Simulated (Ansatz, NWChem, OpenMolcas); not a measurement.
## Errors in the dipole moment

6 molecules of light elements (H to F); the dipole moment in D, computed less measured. Shapes, held fixed at every level: PBE0-D4/def2-TZVP. No vibrational averaging. Dipoles are compared by magnitude; molecules under 1 D, whose direction can flip, are left out. Programs: Ansatz 0.2.0, NWChem 7.3.0, OpenMolcas 26.06. Measured values: NIST CCCBDB.

Levels: A = r2SCAN-D4/def2-TZVPP; B = PBE0/STO-3G; C = B3LYP/6-31G* (spherical functions); D = wB97M-V/def2-TZVPP.

| molecule | measured | A | B | C | D |
| --- | --- | --- | --- | --- | --- |
| HNC (SMILES [C-]#[NH+]) | 3.05 | +0.09 | -0.38 | -0.07 | +0.02 |
| HCN (hydrogen cyanide) | 2.98 | +0.04 | -0.64 | -0.08 | +0.06 |
| H2CO (formaldehyde) | 2.33 | -0.10 | -1.02 | -0.19 | 0.00 |
| CHFO (formyl fluoride) | 2.02 | +0.02 | -0.69 | -0.05 | +0.09 |
| CH4O (SMILES CO) | 1.70 | -0.10 | -0.31 | -0.04 | -0.06 |
| C2H4F2 (1,1-difluoroethane) | 2.27 | -0.13 | -1.09 | -0.33 | -0.08 |

Problem. Sum up the errors.

Solution. 
| level | kind | mean error | mean absolute error | worst case |
| --- | --- | --- | --- | --- |
| r2SCAN-D4/def2-TZVPP | meta-GGA | -0.030 | 0.080 | C2H4F2 |
| PBE0/STO-3G | global hybrid | -0.688 | 0.688 | C2H4F2 |
| B3LYP/6-31G* (spherical functions) | global hybrid | -0.127 | 0.127 | C2H4F2 |
| wB97M-V/def2-TZVPP | range-separated hybrid | +0.005 | 0.052 | CHFO |

On this set wB97M-V/def2-TZVPP has the smallest mean absolute error and PBE0/STO-3G the largest. PBE0/STO-3G is too low in 6 of 6; B3LYP/6-31G* (spherical functions) is too low in 6 of 6. The smallest two are near a tie. The set is small.

The large, one-sided deficit of PBE0/STO-3G most likely reflects the basis rather than the functional. A minimal set has one fixed radial shape per valence orbital and no polarization functions, so the density can neither expand around electronegative N, O and F nor deform properly along the polar bonds. B3LYP/6-31G* loosens the valence shell and adds d functions on the heavy atoms, and its deficit shrinks in every molecule; what remains probably owes something to the missing diffuse functions.

The error does not follow the size of the dipole: HNC has the largest moment but one of the smaller STO-3G errors, while 1,1-difluoroethane, with two strongly polar C–F bonds, is worst. The near-zero mean of wB97M-V comes from errors of opposite sign cancelling, so its mean absolute error is the fairer guide. Because functional and basis change together between the two global hybrids, the figures do not rank PBE0 against B3LYP.
